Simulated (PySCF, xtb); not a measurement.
**Ranking isomers of GaH6NSi**

6 gas-phase structures of GaH6NSi, found in a search over its isomers (lower ones may exist). Each was relaxed with GFN2-xTB; where two conformers were screened, the lower at r2SCAN-D4/def2-SVP is listed:

A. `[SiH3][NH][GaH2]`, a singlet
B. `N[SiH2][GaH2]`, a singlet
C. a singlet given by its coordinates
D. `[SiH2]=[NH+][GaH3-]`, a singlet
E. `[NH2][GaH][SiH3]`, a singlet
F. `[NH2+]1[SiH2][GaH2-]1`, a singlet

C (Å):

```xyz
9

Ga   -0.6466   -0.0503    1.6479
N    -0.0357   -0.8629   -0.2512
Si   -0.2590   -2.4402    0.5636
H     1.2140   -2.7056    0.6345
H     0.8517   -0.6368   -0.6933
H    -0.7851   -0.5868   -0.8810
H    -0.1628    1.4068    1.5305
H     0.1264   -0.8697    2.7159
H    -2.1644   -0.2676    1.5369
```

Close contacts (Å): Ga1–N2 2.15, Ga1–Si3 2.65, N2–Si3 1.79, Ga1–H7 1.54, Ga1–H8 1.55, Ga1–H9 1.54, N2–H5 1.02, N2–H6 1.02, Si3–H4 1.50.

Problem. Make a reasoned guess at their ranking by r2SCAN-D4/def2-SVP single-point energy.

Solution. Calculated order at r2SCAN-D4/def2-SVP: A (0.0), E (21.7), F (56.6), B (67.4), C (168.0), D (178.1) kJ/mol.

Energies above the lowest of each column, in kJ/mol; the last columns are at PBE0-D4/def2-SVP geometries and were run for some of them only (a dash: not run or not comparable):

```
structure  GFN2-xTB  HF/STO-3G  r2SCAN-D4/def2-SVP  PBE0-D4/def2-SVP  CCSD(T)/def2-SVP + ΔMP2/def2-TZVPP
        A       0.0        0.0                 0.0               0.0                                 0.0
        E      45.1       28.3                21.7              20.1                                35.7
        F      76.3       65.2                56.6              46.1                                70.7
        B      70.7      176.3                67.4              52.8                                   –
        C      77.3      150.8               168.0                 –                                   –
        D      49.3      229.0               178.1                 –                                   –
```

Every level run on A puts it lowest or level with the lowest. Some further structures that were screened fall inside this span and aren't listed. Flexible structures stand in one conformer each, not always the lowest. Frequencies (GFN2-xTB) were run for A, E, F alone. ΔMP2 is the change of the MP2 energy from the smaller to the larger basis.

Over these structures GFN2-xTB departs from r2SCAN-D4/def2-SVP by 53.9 kJ/mol on average once a common shift is removed. A GFN2-xTB relaxation took about 0.097 s and the r2SCAN-D4/def2-SVP energy about 11 s on a shared host (PySCF 2.14.0, xtb 6.7.1).

A's preference reflects nitrogen's bonds to both electropositive centres: it has strong, polar Si–N and Ga–N links and no Ga–Si bond. E gives up Si–N for a weaker Ga–Si bond but keeps the amide on gallium, where the nitrogen lone pair can donate into the empty p orbital. B lacks that direct link. F recovers the donation by closing a three-membered ring, and its small advantage over B suggests that ring strain cancels much of the gain. C, which reads as an aminosilylene bound to gallane through nitrogen with at most a weak Ga–Si contact, and D, with its poorly overlapping Si=N π bond, both pay for unsaturation at silicon that the other isomers avoid.

The coupled-cluster-based energies keep the order A, E, F and widen A's lead, so that sequence is well supported. The order of F and B is less secure, as GFN2-xTB reverses it and the density-functional gaps are small. GFN2-xTB also places D close to E, probably because it underestimates the cost of the Si=N unit.
